# The Středa check on the anomalous Hall conductivity of a two-node Weyl model: a wrong attempt and its repair

Section 3 is **wrong on purpose**. It ends with $\sigma_{xy}=0$ where the model has $235$ S/cm. At each **Predict**, write down your answer before reading on.

**Conventions.** The electron charge is $-e$, formulas are in SI, $T=0$, and $j_x=\sigma_{xy}E_y$. The Berry connection is $\mathbf A=i\langle u|\nabla_k u\rangle$, with $\boldsymbol\Omega=\nabla_k\times\mathbf A$. The symbol $\int_k$ means $\sum_{\rm bands}\int d^3k/(2\pi)^3$. In Gaussian units every $B$ becomes $B/c$. Only the intrinsic, clean-limit conductivity is considered.

## 1. The result to be checked

A wave packet obeys
$$\dot{\mathbf r}=\mathbf v-\dot{\mathbf k}\times\boldsymbol\Omega,\qquad \hbar\dot{\mathbf k}=-e\mathbf E-e\,\dot{\mathbf r}\times\mathbf B,\qquad \mathbf v=\hbar^{-1}\nabla_k(\varepsilon-\mathbf m\cdot\mathbf B),$$
where $\mathbf m$ is its orbital moment. At $B=0$ the anomalous velocity is $(e/\hbar)\mathbf E\times\boldsymbol\Omega$, so
$$\sigma_{xy}=-\frac{e^2}{\hbar}\int_k f\,\Omega_z .$$
In two dimensions Stokes' theorem turns the flux through the occupied region into the Berry phase $\Phi_F=\oint\mathbf A\cdot d\mathbf k$ along the Fermi line, run with occupied states on the left:
$$\sigma_{xy}^{2D}=-\frac{e^2}{h}\frac{\Phi_F}{2\pi}\pmod{e^2/h}.$$
The convention $\mathbf A=-i\langle u|\nabla u\rangle$ gives a plus sign. In three dimensions
$$\sigma_{ab}=\frac{e^2}{2\pi h}\epsilon_{abc}K_c,\qquad \mathbf K=-\frac1{2\pi}\sum_{\rm bands}\int d^3k\,f\,\boldsymbol\Omega .$$
A filled isolated band adds a reciprocal lattice vector $\mathbf G$, so the Fermi surface fixes $\mathbf K$ modulo $\mathbf G$ (Haldane, 2004).

## 2. The model

$$H=A(k_x\sigma_x+k_y\sigma_y)+M\sigma_z,\qquad M=\beta(k^2-k_0^2),\qquad \varepsilon_\pm=\pm E,\quad E=\sqrt{A^2k_\perp^2+M^2},$$
with nodes at $k_z=\pm k_0$. The inputs are approximate, of the size typical for Co$_3$Sn$_2$S$_2$: $A=1.0$ eV Å (a velocity $A/\hbar=1.5\times10^5$ m/s), $k_0=0.20$ Å$^{-1}$, and nodes about 60 meV above the Fermi level, so $\mu=-60$ meV. We choose $\beta=A/2k_0=2.5$ eV Å$^2$, which makes the cones isotropic. The crystal has three pairs of nodes and other pockets. The numbers below describe the one-pair model and are no prediction for the compound.

Use $E_0=\beta k_0^2=0.10$ eV, $z=k_z/k_0$, $s=k_\perp^2/k_0^2$ and $\eta=|\mu|/E_0=0.6$. Then $E^2/E_0^2=4s+(s+z^2-1)^2$ rises with $s$ in every slice. For $\eta<1$ there are two hole pockets at $z_1<|z|<z_2$, with $z_1=\sqrt{1-\eta}=0.63246$ and $z_2=\sqrt{1+\eta}=1.26491$. On the Fermi line
$$s_F=\sqrt{4z^2+\eta^2}-1-z^2,\qquad \cos\theta_F=\frac{M_F}{|\mu|}=\frac{\sqrt{4z^2+\eta^2}-2}{\eta},$$
where $\cos\theta=M/E$. The lower band has $\Omega_z=A^2(M-2\beta k_\perp^2)/2E^3$.

> **Predict.** What is $\Phi_F$ at the outer tip $z_2$ and at the inner tip $z_1$ of a pocket?

Take $u_-=(-e^{-i\phi}\sin\frac\theta2,\cos\frac\theta2)$, smooth at large $k_\perp$ where $\theta\to0$. Then $i\langle u_-|\partial_\phi u_-\rangle=\sin^2\frac\theta2$. The occupied states lie outside the hole circle, so the line runs clockwise and $\Phi_F=-\pi(1-\cos\theta_F)$. It goes from $0$ at $z_2$ to $-2\pi$ at $z_1$. Each slice conducts $(e^2/h)(1-\cos\theta_F)/2$. By continuity the gapped slices $|z|<z_1$ conduct $e^2/h$ and those beyond $z_2$ conduct nothing. Write $\sigma_{xy}=\sigma_0\kappa$ with $\kappa=K_z/k_0$ and $\sigma_0=e^2k_0/2\pi h=123.3$ S/cm. Integration over $z$ gives
$$\kappa=2z_1+\int_{z_1}^{z_2}(1-\cos\theta_F)\,dz=\frac{z_1+z_2}{2}+\frac{z_2-z_1}{\eta}-\frac{\eta L}{4},\qquad L=\ln\frac{2z_2+2+\eta}{2z_1+2-\eta}.$$
Here $L=0.65490$, $\kappa=1.9045$, $K_z=0.381$ Å$^{-1}$ and $\sigma_{xy}=235$ S/cm. As $\eta\to0$, $\kappa\to2$ and $\sigma_{xy}\to247$ S/cm.

**The Středa formula for a metal.** Drive the Hall current with $\nabla\mu$, which acts like $e\mathbf E$. We take from wave-packet theory that in local equilibrium the local current is the circulation of the packets' own moments, $\nabla\times\int_kf\mathbf m$. The transport current is this minus $\nabla\times\mathbf M_{\rm orb}$, with $\mathbf M_{\rm orb}$ the orbital magnetisation. Setting $j_x=\sigma_{xy}\,\partial_y\mu/e$ and using the Maxwell relation $\partial M_{\rm orb}/\partial\mu=\partial n/\partial B$,
$$\sigma_{xy}=\sigma^{I}+\sigma^{II},\qquad \sigma^{I}=e\int_k m_z\,\delta(\varepsilon-\mu),\qquad \sigma^{II}=-e\left(\frac{\partial n}{\partial B}\right)_\mu .$$
In a gap $\sigma^I=0$, and this is Středa's formula of 1982. The exchange splitting, and with it $k_0$, is held fixed in the derivative.

For a two-band $H=\mathbf d\cdot\boldsymbol\sigma$, the definition $\mathbf m=-\frac{ie}{2\hbar}\langle\nabla u|\times(H-\varepsilon)|\nabla u\rangle$ gives $\mathbf m=(e/\hbar)\,\varepsilon\,\boldsymbol\Omega$. On the Fermi surface $\varepsilon=\mu$, and $\int_k\Omega_z\delta(\varepsilon-\mu)=-(\hbar/e^2)\,d\sigma_{xy}/d\mu$. Hence $\sigma^I=-\mu\,d\sigma_{xy}/d\mu$, or
$$\kappa^I=-\eta\frac{d\kappa}{d\eta}=\frac{z_2-z_1}{\eta}-\frac{z_1+z_2}{2}+\frac{\eta L}{4}=0.2036,\qquad \sigma^I=25\ \text{S/cm}.$$

## 3. The wrong attempt

**This section contains the slip, and its result is false.** The lines are numbered so that one can be accused later.

(W1) In a field along $z$ the energy is $\varepsilon-m_zB$.

(W2) The density is $n=\int_k f(\varepsilon-m_zB)$, one state per $(2\pi)^3$ of $d^3r\,d^3k$.

(W3) Differentiating, $\partial n/\partial B=\int_k m_z\,\delta(\varepsilon-\mu)$.

(W4) So $\sigma^{II}_{\rm wrong}=-e\int_km_z\delta(\varepsilon-\mu)=-\sigma^I=-25$ S/cm.

> **Predict.** Add $\sigma^I$. What comes out, and for which $\mu$?

(W5) $\sigma_{xy}^{\rm wrong}=\sigma^I+\sigma^{II}_{\rm wrong}=0$ for every $\mu$ and every band structure.

The attempt then argues the mismatch away: $\mathbf K$ is only fixed modulo $\mathbf G$, so perhaps zero is the same answer on another branch, or the anomalous-velocity current is a bound current that no lead collects. **Both excuses are wrong.**

## 4. The symptom

> **Predict.** Which slices of the Brillouin zone give the cleanest test of (W3)?

First, the branch excuse fails on numbers. The lattice is rhombohedral with hexagonal $c\approx13.18$ Å (approximate input). The shortest $\mathbf G$ along the threefold axis is $6\pi/c=1.430$ Å$^{-1}$, worth $3e^2/hc=882$ S/cm, with $c$ the lattice constant. The missing $K_z=0.381$ Å$^{-1}$ is no multiple of it, and it varies continuously with $\mu$.

Second, the slices $|z|<z_1$ have no Fermi line. Each is a two-dimensional insulator with conductance $e^2/h$, and together they carry $2z_1\sigma_0=156$ S/cm. Line (W3) has support only on the Fermi surface, so it says their density ignores $B$. Charge conservation says otherwise. Ramp $B$ inside a region of an insulating slice. With $j_x=\sigma_{xy}E_y$ and $j_y=-\sigma_{xy}E_x$, Faraday's law gives $\nabla\cdot\mathbf j=\sigma_{xy}(\nabla\times\mathbf E)_z=-\sigma_{xy}\dot B$, so $\dot\rho=\sigma_{xy}\dot B$. The charge density must move with $B$ while every state of the band stays full, so the number of states per volume has to change. At $\mu\to0$ the failure is complete: (W3) vanishes while $\sigma_{xy}=247$ S/cm.

## 5. The faulty line

> **Predict.** (W1), (W2) or (W3)? Ask whether $d^3r\,d^3k$ is conserved by the equations of Section 1.

The fault is (W2). Solve the coupled equations for the velocities, using $(\dot{\mathbf r}\times\mathbf B)\times\boldsymbol\Omega=\mathbf B(\dot{\mathbf r}\cdot\boldsymbol\Omega)-\dot{\mathbf r}(\mathbf B\cdot\boldsymbol\Omega)$ and $\dot{\mathbf r}\cdot\boldsymbol\Omega=\mathbf v\cdot\boldsymbol\Omega$:
$$D\dot{\mathbf r}=\mathbf v+\frac e\hbar\mathbf E\times\boldsymbol\Omega+\frac e\hbar(\mathbf v\cdot\boldsymbol\Omega)\mathbf B,\qquad D\dot{\mathbf k}=-\frac e\hbar\mathbf E-\frac e\hbar\mathbf v\times\mathbf B-\frac{e^2}{\hbar^2}(\mathbf E\cdot\mathbf B)\boldsymbol\Omega,$$
$$D=1+\frac e\hbar\mathbf B\cdot\boldsymbol\Omega .$$
In Gaussian units $D=1+(e/\hbar c)\mathbf B\cdot\boldsymbol\Omega$. Let $\mathbf B(t)$ be uniform. Then $\partial_tD=(e/\hbar)\dot{\mathbf B}\cdot\boldsymbol\Omega$ and $\nabla_r\cdot(D\dot{\mathbf r})=(e/\hbar)\boldsymbol\Omega\cdot(\nabla\times\mathbf E)=-(e/\hbar)\boldsymbol\Omega\cdot\dot{\mathbf B}$. Also $\nabla_k\cdot(D\dot{\mathbf k})=0$, because $\mathbf v$ is a gradient and $\nabla_k\cdot\boldsymbol\Omega=0$ away from the nodes. The three terms sum to zero, so $D\,d^3r\,d^3k$ is the conserved measure. It reduces to $d^3r\,d^3k$ at $B=0$, which fixes the normalisation: the density of states in phase space is $D/(2\pi)^3$ (Xiao, Shi and Niu, 2005).

The slip is tempting because $D-1$ looks negligible. For a linear cone with $q_F=|\mu|/A=0.060$ Å$^{-1}$, $|\Omega|=1/2q_F^2=139$ Å$^2$. At 1 T, $eB/\hbar=1/\ell^2=1.52\times10^{-5}$ Å$^{-2}$, so $|D-1|$ is at most about $2.1\times10^{-3}$ on the Fermi surface. But the Středa formula asks for the term linear in $B$, and $D-1$ is linear in $B$. In this model the shift kept in (W1) has the same relative size, $m_zB/\varepsilon=(e/\hbar)B\Omega_z$.

## 6. The mended calculation

$$n=\int_k\Big(1+\frac e\hbar B\Omega_z\Big)f(\varepsilon-m_zB),\qquad \frac{\partial n}{\partial B}\Big|_{B=0}=\frac e\hbar\int_kf\,\Omega_z+\int_km_z\,\delta(\varepsilon-\mu).$$
Multiplying by $-e$ gives $\sigma^{II}=\sigma_{xy}-\sigma^I$, so the sum returns the Berry-curvature result. In the model $\kappa^{II}=\kappa+\eta\,d\kappa/d\eta$.

> **Predict.** Subtract the closed form of $\kappa^I$ from that of $\kappa$.

$$\kappa^{II}=z_1+z_2-\frac{\eta L}{2}=1.7009,\qquad \sigma^{II}=210\ \text{S/cm}.$$

**A test that uses neither $D$ nor $\mathbf m$.** The Landau levels of the model are exact. Replace $\mathbf k_\perp$ by $\boldsymbol\pi$ with $[\pi_x,\pi_y]=-i/\ell^2$, and set $a=\ell(\pi_x-i\pi_y)/\sqrt2$ and $b=1/(k_0\ell)^2$. In units of $E_0$, $H$ has diagonal entries $\pm[b(2a^\dagger a+1)+z^2-1]$, upper off-diagonal entry $\sqrt{8b}\,a$ and lower one $\sqrt{8b}\,a^\dagger$. The spinors $(0,|0\rangle)$ and $(|N-1\rangle,|N\rangle)$ give
$$\epsilon_0=1-z^2-b,\qquad \epsilon_N^\pm=-b\pm\sqrt{8Nb+(2Nb+z^2-1)^2},\quad N\ge1,$$
each with $eB/h$ states per area. At large $|z|$ the levels $\epsilon_0$ and $\epsilon_N^-$ together span the whole lower spinor component, a filled trivial band whose density does not depend on $B$. Holes are counted from that reference, and $\sigma^{II}=e\,\partial p/\partial B$ for hole density $p$.

> **Predict.** How many empty levels does a slice with $|z|<z_1$ have?

Exactly one: $\epsilon_0$ lies above $\mu$ for $|z|<z_2$, up to a shift of order $b$. This is the density change that (W3) denied. Inside a pocket, $\epsilon_N^-$ is empty when $2Nb<s_F(\eta-b)$. Averaged over quantum oscillations, the number of such $N\ge1$ is
$$\frac{s_F(\eta)}{2b}-\frac12\frac{\partial s_F}{\partial\eta}-\frac12,\qquad \frac{\partial s_F}{\partial\eta}=\frac{\eta}{\sqrt{4z^2+\eta^2}} .$$
The first term times $eB/h$ is the zero-field hole density. The terms of order one give
$$\kappa^{II}=2z_1+2\int_{z_1}^{z_2}\Big[1-\frac12-\frac{\eta}{2\sqrt{4z^2+\eta^2}}\Big]dz=z_1+z_2-\frac{\eta L}{2},$$
which is the mended result, sign included. The averaging needs a broadening above the level spacing at $\mu$, about $A^2/\ell^2|\mu|=0.25$ meV at 1 T for a linear cone, and well below $|\mu|$.

## 7. The size of the error

| S/cm | wrong | mended | wrong − mended |
|---|---|---|---|
| $\sigma^{I}$, $\mu=-60$ meV | 25 | 25 | 0 |
| $\sigma^{II}$, $\mu=-60$ meV | −25 | 210 | −235 |
| $\sigma_{xy}$, $\mu=-60$ meV | 0 | 235 | −235 |
| $\sigma^{II}=\sigma_{xy}$, $\mu\to0$ | 0 | 247 | −247 |

The dropped term is $-(e^2/\hbar)\int_kf\Omega_z$, the whole of $\sigma_{xy}$, at any $\mu$. At $-60$ meV the slip also reverses the sign of $\sigma^{II}$.

In terms of carriers, the zero-field hole density is $p_0=(k_0^3/4\pi^2)\int_{z_1}^{z_2}s_F\,dz$. The integral is $0.03786$, so $p_0=7.67\times10^{18}$ cm$^{-3}$. At fixed $\mu$ the mended slope is $\partial p/\partial B=\sigma^{II}/e=+1.31\times10^{17}$ cm$^{-3}$T$^{-1}$ and the wrong one is $-0.16\times10^{17}$. They differ by $\sigma_{xy}/e=1.47\times10^{17}$ cm$^{-3}$T$^{-1}$, or $1.9\,\%$ of $p_0$ per tesla. That exceeds the value of $|D-1|$ on the Fermi surface because $D$ reweights the whole Fermi sea while $p_0$ counts only two small pockets.

> **Predict.** The spin Zeeman energy was left out. Can it rescue the wrong attempt?

It rivals $\sigma^I$ in size but cannot rescue anything. Suppose both bands carry the same spin, with moment $+\mu_B$ along $\mathbf B$, so that the Zeeman term shifts them rigidly. The density of states is $g(\mu)=(k_0^3/4\pi^2E_0)\,\eta L/2=3.98\times10^{20}$ cm$^{-3}$eV$^{-1}$, and $e\mu_Bg=37$ S/cm. With $m_z\to m_z+\mu_B$ this amount is added to $\sigma^I$ and removed from $\sigma^{II}$, in the wrong and the mended calculation alike. The split between the two terms moves, while the sum of $235$ S/cm and the error of $-235$ S/cm stay where they are.